# The orientational (Langevin–Born) Kerr effect in a dilute gas of axial molecules

## Result

A static field $E$ along the laboratory axis $Z$ makes a gas optically uniaxial. Consider molecules with a symmetry axis $z$ of order three or higher, a permanent dipole $\mu$ along $z$ and polarisability anisotropy $\Delta\alpha=\alpha_\parallel-\alpha_\perp$, where $\parallel$ refers to $z$. Let $\theta$ be the angle between $z$ and $Z$, and $P_2=\tfrac12(3\cos^2\theta-1)$. To order $E^2$ the alignment is

$$\langle P_2\rangle=\frac1{15}\left[\frac{\Delta\alpha(0)E^2}{kT}+\left(\frac{\mu E}{kT}\right)^2\right],\tag{1}$$

and the birefringence for light of angular frequency $\omega$ travelling normal to $Z$ is

$$\Delta n\equiv n_\parallel-n_\perp=\frac{N\,\Delta\alpha(\omega)}{2\varepsilon_0}\langle P_2\rangle .\tag{2}$$

Here $N$ is the number density, and $n_\parallel$, $n_\perp$ refer to light polarised along and across $Z$. The Kerr constant is $B=\Delta n/(\lambda E^2)$, with $\lambda$ the vacuum wavelength. The molar Kerr constant is defined by

$${}_mK=\frac{6n\,\Delta n\,V_m}{(n^2+2)^2(\varepsilon_r+2)^2E^2},\tag{3}$$

with $V_m$ the molar volume, $n$ the refractive index and $\varepsilon_r$ the static relative permittivity. At low density its orientational part is

$${}_mK^{\rm or}=\frac{N_A}{405\,\varepsilon_0}\left[\frac{\Delta\alpha(\omega)\Delta\alpha(0)}{kT}+\frac{\Delta\alpha(\omega)\,\mu^2}{(kT)^2}\right].\tag{4}$$

The $1/T$ term is due to Langevin (1910) and the $1/T^2$ term to Born (1918). The second has the sign of $\Delta\alpha(\omega)$: it is positive if the molecule is optically most polarisable along its dipole and negative if across it. The field also distorts the molecule, which adds two terms given by Buckingham and Pople (1955):

$${}_mK=\frac{N_A}{81\,\varepsilon_0}\left\{\gamma^K+\frac1{kT}\left[\frac23\mu\beta^K+\frac15\Delta\alpha(\omega)\Delta\alpha(0)\right]+\frac{\mu^2\Delta\alpha(\omega)}{5(kT)^2}\right\}.\tag{5}$$

The hyperpolarisabilities $\beta^K$ and $\gamma^K$ are defined in Step 5. In a weakly anisotropic polar molecule the $\mu\beta^K$ term can exceed the Langevin term by an order of magnitude.

## Premises and conventions

1. SI units: $\alpha$ in C² m² J⁻¹, $B$ in m V⁻², ${}_mK$ in m⁵ V⁻² mol⁻¹. The polarisability volume is $\alpha/4\pi\varepsilon_0$.
2. The molecules are independent, and each feels the applied field.
3. Rotation is classical and in thermal equilibrium with the field on.
4. The dipole in a total field $\mathbf F$ is the Taylor series $\mu_i+\alpha_{ij}F_j+\tfrac12\beta_{ijk}F_jF_k+\tfrac16\gamma_{ijkl}F_jF_kF_l$, with repeated indices summed. Steps 1 to 4 keep $\mu$ and $\alpha$ only.
5. The light is weak, far from absorption and fast compared with rotation. It reads the orientational distribution through $\alpha(\omega)$ without changing it, whereas the static field acts through $\alpha(0)$, which contains the vibrational contribution as well as the electronic one.
6. $\mu E\ll kT$ and $|\Delta\alpha(0)|E^2\ll kT$.

## Derivation

**Step 1. Energy in the field.** An axis of order three or higher forces $\boldsymbol\mu=\mu\hat z$ and $\alpha_{ij}=\alpha_\perp\delta_{ij}+\Delta\alpha\,\hat z_i\hat z_j$, since no direction in the $xy$ plane, and no pair of unequal principal values in it, survives the rotation. At fixed orientation $dU=-\boldsymbol\mu(\mathbf E)\cdot d\mathbf E$. Integration from zero field gives

$$U=-\mu E\cos\theta-\tfrac12E^2\left[\alpha_\perp(0)+\Delta\alpha(0)\cos^2\theta\right].$$

The factor $\tfrac12$ arises because the induced dipole grows linearly with the field.

**Step 2. Distribution.** In the classical partition function of a rigid top the Gaussian integral over the momenta conjugate to the Euler angles $(\phi,\theta,\chi)$ does not involve $E$ and yields a factor proportional to $\sin\theta$. The orientational weight is therefore $e^{-U/kT}\sin\theta\,d\theta\,d\phi\,d\chi$. $U$ depends on $\theta$ alone, and its $\alpha_\perp$ part cancels on normalisation. With $u=\cos\theta$, $x=\mu E/kT$ and $y=\Delta\alpha(0)E^2/2kT$,

$$\langle P_2\rangle=\frac{\int_{-1}^{1}P_2(u)\,e^{xu+yu^2}du}{\int_{-1}^{1}e^{xu+yu^2}du}.$$

**Step 3. Expansion.** Since $x\propto E$ and $y\propto E^2$,

$$e^{xu+yu^2}=1+xu+\left(\tfrac12x^2+y\right)u^2+O(E^3).$$

Let $\langle\cdots\rangle_0=\tfrac12\int_{-1}^1du$ be the field-free average, so that $\langle u^2\rangle_0=\tfrac13$, $\langle u^4\rangle_0=\tfrac15$ and odd powers vanish. Then $\langle P_2\rangle_0=0$, $\langle P_2u\rangle_0=0$ and

$$\langle P_2u^2\rangle_0=\tfrac12\left(\tfrac35-\tfrac13\right)=\tfrac2{15}.$$

The numerator starts at order $E^2$, so the denominator $1+O(E^2)$ may be set to one. Terms odd in $E$ are odd in $u$ and drop out against the even function $P_2$. Hence

$$\langle P_2\rangle=\tfrac2{15}\left(\tfrac12x^2+y\right)+O(E^4)=\tfrac1{15}\left(x^2+2y\right)+O(E^4),$$

which is (1). The dipole orients the molecule at first order in $E$, but $P_2$ does not distinguish up from down and responds only at second order in $x$. This is the origin of $1/T^2$. The dipolar alignment is always positive, meaning that the axes gather along the field. The induced-dipole alignment has the sign of $\Delta\alpha(0)$.

**Step 4. Optical response.** The molecular axis has laboratory components $\hat z_Z=\cos\theta$ and $\hat z_X=\sin\theta\cos\phi$. The optical polarisabilities along $Z$ and $X$ are

$$\alpha_{ZZ}=\alpha_\perp+\Delta\alpha\cos^2\theta,\qquad \alpha_{XX}=\alpha_\perp+\Delta\alpha\sin^2\theta\cos^2\phi ,$$

all at frequency $\omega$. The distribution is uniform in $\phi$, so $\cos^2\phi\to\tfrac12$ and

$$\langle\alpha_{ZZ}-\alpha_{XX}\rangle=\Delta\alpha(\omega)\left\langle\cos^2\theta-\tfrac12\sin^2\theta\right\rangle=\Delta\alpha(\omega)\langle P_2\rangle .$$

Off-diagonal averages vanish by the same cylindrical symmetry. For independent molecules the optical polarisation is $N\langle\alpha\rangle$ times the light field, so $n_\parallel^2=1+N\langle\alpha_{ZZ}\rangle/\varepsilon_0$ and $n_\perp^2=1+N\langle\alpha_{XX}\rangle/\varepsilon_0$ for propagation along $Y$. Then $\Delta n=(n_\parallel^2-n_\perp^2)/(n_\parallel+n_\perp)$ with $n_\parallel+n_\perp\to2$ gives (2). Electrostriction changes $N$ at order $E^2$ for both polarisations alike and enters $\Delta n$ only at order $E^4$.

The factors in (3) are Lorentz local-field conventions. The Lorentz–Lorenz function $(n^2-1)/(n^2+2)$ has derivative $6n/(n^2+2)^2$, and the Lorentz static field is $(\varepsilon_r+2)E/3$. As $n,\varepsilon_r\to1$, ${}_mK\to\tfrac{6}{81}\Delta nV_m/E^2=\tfrac2{27}\Delta nV_m/E^2$. With $NV_m=N_A$ and $\Delta n=N\langle\Delta\pi\rangle/2\varepsilon_0$, where $\Delta\pi$ is the $ZZ$ minus $XX$ optical polarisability,

$${}_mK=\frac{N_A}{27\varepsilon_0}\frac{\langle\Delta\pi\rangle}{E^2}.\tag{6}$$

Insertion of $\langle\Delta\pi\rangle=\Delta\alpha(\omega)\langle P_2\rangle$ and $27\times15=405$ gives (4).

**Step 5. Distortion terms.** Differentiating the series of premise 4 with respect to the light field gives the polarisability in the presence of $\mathbf E$,

$$\pi_{ij}=\alpha_{ij}(\omega)+\beta_{ijk}(-\omega;\omega,0)E_k+\tfrac12\gamma_{ijkl}(-\omega;\omega,0,0)E_kE_l ,$$

where $i,j$ are the optical indices, in which the tensors are symmetric for a transparent non-magnetic molecule. Let $Z_i$, $X_i$ be the components of the laboratory unit vectors in the molecular frame, so that $\Delta\pi=\pi_{ij}(Z_iZ_j-X_iX_j)$ and $E_k=EZ_k$. All terms of order $E^2$ need the field-free average

$$T_{ijkl}=\langle(Z_iZ_j-X_iX_j)Z_kZ_l\rangle_0=a\,\delta_{ij}\delta_{kl}+b\,(\delta_{ik}\delta_{jl}+\delta_{il}\delta_{jk}),$$

whose form follows from isotropy and the symmetry in $i,j$. Contraction over $i=j$ gives $1-1=0$ on the left, so $3a+2b=0$. Contraction over $i=k$, $j=l$ gives $1-0=3a+12b$. Hence $b=\tfrac1{10}$ and $a=-\tfrac1{15}$.

The $\beta$ term is linear in $E$ and pairs with the first-order Boltzmann factor $\mu_lZ_lE/kT$:

$$\frac{E^2}{kT}\beta_{ijk}\mu_lT_{ijkl}=\frac{\mu E^2}{15kT}\left(3\beta_{izi}-\beta_{iiz}\right)=\frac29\frac{\mu\beta^KE^2}{kT},\qquad \beta^K\equiv\tfrac3{10}\left(3\beta_{izi}-\beta_{iiz}\right).$$

Here $+z$ points along $\boldsymbol\mu$, and only $i$ is summed. The $\gamma$ term needs no Boltzmann factor:

$$\tfrac12E^2\gamma_{ijkl}T_{ijkl}=\tfrac13\gamma^KE^2,\qquad\gamma^K\equiv\tfrac1{10}\left(3\gamma_{ijij}-\gamma_{iijj}\right).$$

The cubic term that $\beta$ adds to $U$ first affects $\Delta\pi$ at order $E^4$, since averages of odd order in $E$ vanish. Adding both results to $\Delta\alpha(\omega)\langle P_2\rangle$ in (6) gives (5).

**Step 6. The sign rule in general.** For a molecule of any symmetry the dipolar term is

$$\frac{E^2}{2(kT)^2}\alpha_{ij}\mu_k\mu_lT_{ijkl}=\frac{\mu^2E^2}{10(kT)^2}\left(\alpha_{\mu\mu}-\bar\alpha\right),$$

where $\alpha_{\mu\mu}$ is the optical polarisability along the dipole and $\bar\alpha=\tfrac13\alpha_{ii}$. For an axial molecule $\alpha_{\mu\mu}-\bar\alpha=\tfrac23\Delta\alpha(\omega)$, and the factor $\tfrac1{15}$ of (1) is recovered.

## Consequences

- ${}_mK$ is a quadratic polynomial in $1/T$. The constant term is $\gamma^K$. The quadratic coefficient gives $\mu^2\Delta\alpha(\omega)$, and so the optical anisotropy with its sign, which the depolarisation of Rayleigh scattering, being quadratic in $\Delta\alpha$, does not supply. The linear coefficient is the sum of the $\mu\beta^K$ and Langevin terms, which temperature alone cannot separate.
- The powers of $T$ hold at fixed density. At fixed pressure $N=p/kT$, and the dipolar part of $B$ varies as $T^{-3}$.
- The ratio of the Langevin to the Born term is $\Delta\alpha(0)kT/\mu^2$. The ratio of the $\beta$ term to the Born term is $\tfrac{10}3\beta^KkT/[\mu\,\Delta\alpha(\omega)]$, which is large when the optical anisotropy is small.

## Range of validity

**Field strength.** For $y=0$ the average is exact. Since $\langle u\rangle=L(x)=\coth x-1/x$ and $\langle u^2\rangle=L'+L^2=1-2L/x$,

$$\langle P_2\rangle=1-\frac{3L(x)}{x}=\frac{x^2}{15}-\frac{2x^4}{315}+\dots$$

The relative saturation correction is $-2x^2/21$.

**Field frequency.** The orienting field must vary slowly compared with collisional rotational relaxation. In an orienting field of optical frequency the permanent dipole cannot follow, and the Born term is absent.

**Classical rotation.** The semiclassical expansion of the rotational averages proceeds in powers of $hc\tilde B/kT$, with $\tilde B$ a rotational constant, and $kT/hc=207$ cm⁻¹ at 298.15 K. An approximate $\tilde B$ of 0.345 cm⁻¹ for CHF₃ makes this parameter 0.0017. An approximate 9.9 cm⁻¹ for NH₃ makes it 0.048, so that for ammonia quantum corrections to the Born term of the order of several per cent are to be expected.

**Density.** Local fields and pair correlations add terms of relative order $N$, collected in a second Kerr virial coefficient. Equations (4) and (5) are the zero-density limit, and they do not apply to polar liquids, where orientational correlation alters the dipolar term at leading order.

**Distortion.** Equation (4) suffices only where the $\beta^K$ and $\gamma^K$ terms of (5) are small beside it. For atoms and tetrahedral molecules it vanishes and $\gamma^K$ is the whole effect.

## Illustration: fluoroform, CHF₃

**Sign.** In a bond-additive model a bond of axial anisotropy $\Delta_b$ at angle $\vartheta_b$ to $z$ contributes $\Delta_bP_2(\cos\vartheta_b)$ to $\Delta\alpha$, by the averaging of Step 4 applied to the three equivalent bonds. The C–H bond lies on the axis, where $P_2=1$. For tetrahedral angles the C–F bonds have $\cos^2\vartheta=\tfrac19$ and $P_2=-\tfrac13$. Thus $\Delta\alpha=\Delta_{\rm CH}-\Delta_{\rm CF}$ for CHF₃, and the same count gives the opposite value for CH₃F. The model explains the reversal between the two molecules. The sign for CHF₃ itself is an input, negative below, and corresponds to $\Delta_{\rm CF}>\Delta_{\rm CH}$.

**Inputs.** These are approximate: $\mu=1.65$ D $=5.50\times10^{-30}$ C m, and $\Delta\alpha(\omega)=-0.27\times10^{-40}$ C² m² J⁻¹ at $\lambda=632.8$ nm, a volume of $-0.24$ Å³. For the static anisotropy the rough value $\Delta\alpha(0)=-0.7\times10^{-40}$ C² m² J⁻¹ is taken, larger in magnitude because the intense perpendicular C–F stretch adds vibrational polarisability across the axis. The conditions are $T=298.15$ K, $p=1$ bar and $E=10^6$ V m⁻¹ (10 kV cm⁻¹), so that $kT=4.116\times10^{-21}$ J and $N=2.43\times10^{25}$ m⁻³.

**Dipolar term.** One finds $x=1.34\times10^{-3}$ and $x^2/15=1.19\times10^{-7}$. The saturation correction is $1.7\times10^{-7}$ in relative magnitude. In (1), $\Delta\alpha(0)$ competes with $\mu^2/kT=73.6\times10^{-40}$ C² m² J⁻¹ and lowers the alignment by about 1 %. The dipolar alignment in (2) gives

$$\Delta n=-4.4\times10^{-12},\qquad B=-7.0\times10^{-18}\ {\rm m\,V^{-2}},$$

and a phase difference $2\pi l\,\Delta n/\lambda=-4.4\times10^{-5}$ rad over a path $l=1$ m. The C–H axis turns towards the field, which places the more polarisable directions across it, and $n_\perp$ exceeds $n_\parallel$.

**All terms.** The prefactor in (5) is $N_A/81\varepsilon_0=8.397\times10^{32}$ in SI units. The atomic units are $e^3a_0^3/E_h^2=3.206\times10^{-53}$ C³ m³ J⁻² for $\beta$ and $e^4a_0^4/E_h^3=6.235\times10^{-65}$ C⁴ m⁴ J⁻³ for $\gamma$. Typical magnitudes for a molecule of this size, $|\beta^K|\approx50$ a.u. and $\gamma^K\approx2000$ a.u., serve to size the distortion terms. The sign of $\beta^K$ is left open, because electronic and vibrational parts both contribute to it.

| term in braces of (5) | value / 10⁻⁶⁰ C⁴ m⁴ J⁻³ | ${}_mK$ / 10⁻²⁷ m⁵ V⁻² mol⁻¹ | magnitude, % of Born term |
|---|---|---|---|
| Born, $T^{-2}$ | −9.7 | −8.1 | 100 |
| Langevin, $T^{-1}$ | +0.09 | +0.08 | 1 |
| $\tfrac23\mu\beta^K/kT$ | ±1.4 | ±1.2 | 15 |
| $\gamma^K$ | +0.12 | +0.10 | 1 |

The Langevin term is positive, as the product of two negative anisotropies, and the orientational sum (4) is $-8.0\times10^{-27}$ m⁵ V⁻² mol⁻¹. Each atomic unit of $\beta^K$ shifts ${}_mK$ by $0.024\times10^{-27}$, so 3 a.u. already match the Langevin term, and the $1/T$ coefficient is governed by $\mu\beta^K$. With the typical magnitudes the total lies between about $-7$ and $-9\times10^{-27}$ m⁵ V⁻² mol⁻¹. A reversal of sign at this temperature would need $\beta^K\approx+3.3\times10^{2}$ a.u.

**Density check.** The orientational permittivity is $N\mu^2/3\varepsilon_0kT=6.7\times10^{-3}$ at 1 bar, which changes the factor $[(\varepsilon_r+2)/3]^2$ by 0.45 %. That is half the size of the Langevin term and does not include pair correlations. At room temperature the Born term therefore fixes the negative sign of the Kerr constant of CHF₃, and its size to within the $\mu\beta^K$ term, about 15 % for the typical $\beta^K$ used.